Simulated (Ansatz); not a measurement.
# Group exchange: C2H6Si + CH7NSi → C2H8Si2 + CH5N

Species: C2H6Si (vinylsilane) `C=C[SiH3]`, singlet; CH7NSi `CN[SiH3]`, singlet; C2H8Si2 `[SiH3]/C=C/[SiH3]`, singlet; CH5N (methylamine) `CN`, singlet. The partners trade H for SiH3: C–H and N–SiH3 bonds give way to C–SiH3 and N–H.

Shapes, held fixed at every level: PBE0-D4/def2-TZVP. Programs: Ansatz 0.2.0. The zero-point and thermal change to 298 K, harmonic and unscaled (PBE0-D4/def2-TZVP), is +1.5 kJ/mol.

**Question.** Estimate ΔH(298 K) of this reaction.

**Answer.** The highest level, CCSD(T)/CBS estimate, gives ΔH(298 K) = +46.5 kJ/mol; the levels span +39.3 to +55.9. The column of differences is taken from that level and isn't an error. No measured value is set beside it here. The CBS estimate extrapolates MP2 from def2-TZVPP and def2-QZVPP and adds CCSD(T) − MP2 in the triple-zeta set, cores frozen. Times are processor times on shared x86 and Arm servers, and rough.

```json
{"level": "HF/def2-TZVPP", "kind": "Hartree–Fock", "ΔH(298 K) (kJ/mol)": "+55.9", "less CCSD(T)/CBS estimate": "+9.4", "CPU time (sum over the molecules)": "–"}
{"level": "PBE-D4/def2-TZVPP", "kind": "GGA", "ΔH(298 K) (kJ/mol)": "+39.3", "less CCSD(T)/CBS estimate": "-7.2", "CPU time (sum over the molecules)": "22 s"}
{"level": "r2SCAN-D4/def2-TZVPP", "kind": "meta-GGA", "ΔH(298 K) (kJ/mol)": "+45.4", "less CCSD(T)/CBS estimate": "-1.1", "CPU time (sum over the molecules)": "37 s"}
{"level": "PBE0-D4/def2-TZVPP", "kind": "global hybrid", "ΔH(298 K) (kJ/mol)": "+42.4", "less CCSD(T)/CBS estimate": "-4.1", "CPU time (sum over the molecules)": "25 s"}
{"level": "CCSD/def2-SVP", "kind": "coupled cluster or CI", "ΔH(298 K) (kJ/mol)": "+46.4", "less CCSD(T)/CBS estimate": "-0.1", "CPU time (sum over the molecules)": "–"}
{"level": "CCSD(T)/def2-TZVPP", "kind": "coupled cluster or CI", "ΔH(298 K) (kJ/mol)": "+46.3", "less CCSD(T)/CBS estimate": "-0.2", "CPU time (sum over the molecules)": "2.9 min"}
{"level": "CCSD(T)/CBS estimate", "kind": "coupled cluster or CI", "ΔH(298 K) (kJ/mol)": "+46.5", "less CCSD(T)/CBS estimate": "0.0", "CPU time (sum over the molecules)": "8.5 min"}
```

Moving the silyl group from nitrogen to the vinyl carbon is clearly uphill, at +46.5 kJ/mol, and every level agrees on the sign. Silicon is electropositive and gains more from a bond to nitrogen than to carbon: the Si–N bond is strongly polar, and the nitrogen lone pair can delocalise into σ* orbitals of the silyl group. The hydrogen exchange probably works in the same direction, since a vinylic C–H bond is stronger than the N–H bond of an amine. The reaction enthalpy gives only the balance of these terms, not the share of each.

The triple-zeta CCSD(T) value, +46.3 kJ/mol, is almost unchanged by extrapolation, so basis-set incompleteness hardly matters at that level. The equally close CCSD result in the small basis probably owes something to cancellation between basis-set and triples errors. With two molecules on each side, the entropy change should be modest, which suggests that the gas-phase equilibrium also favours the silylamine and vinylsilane.
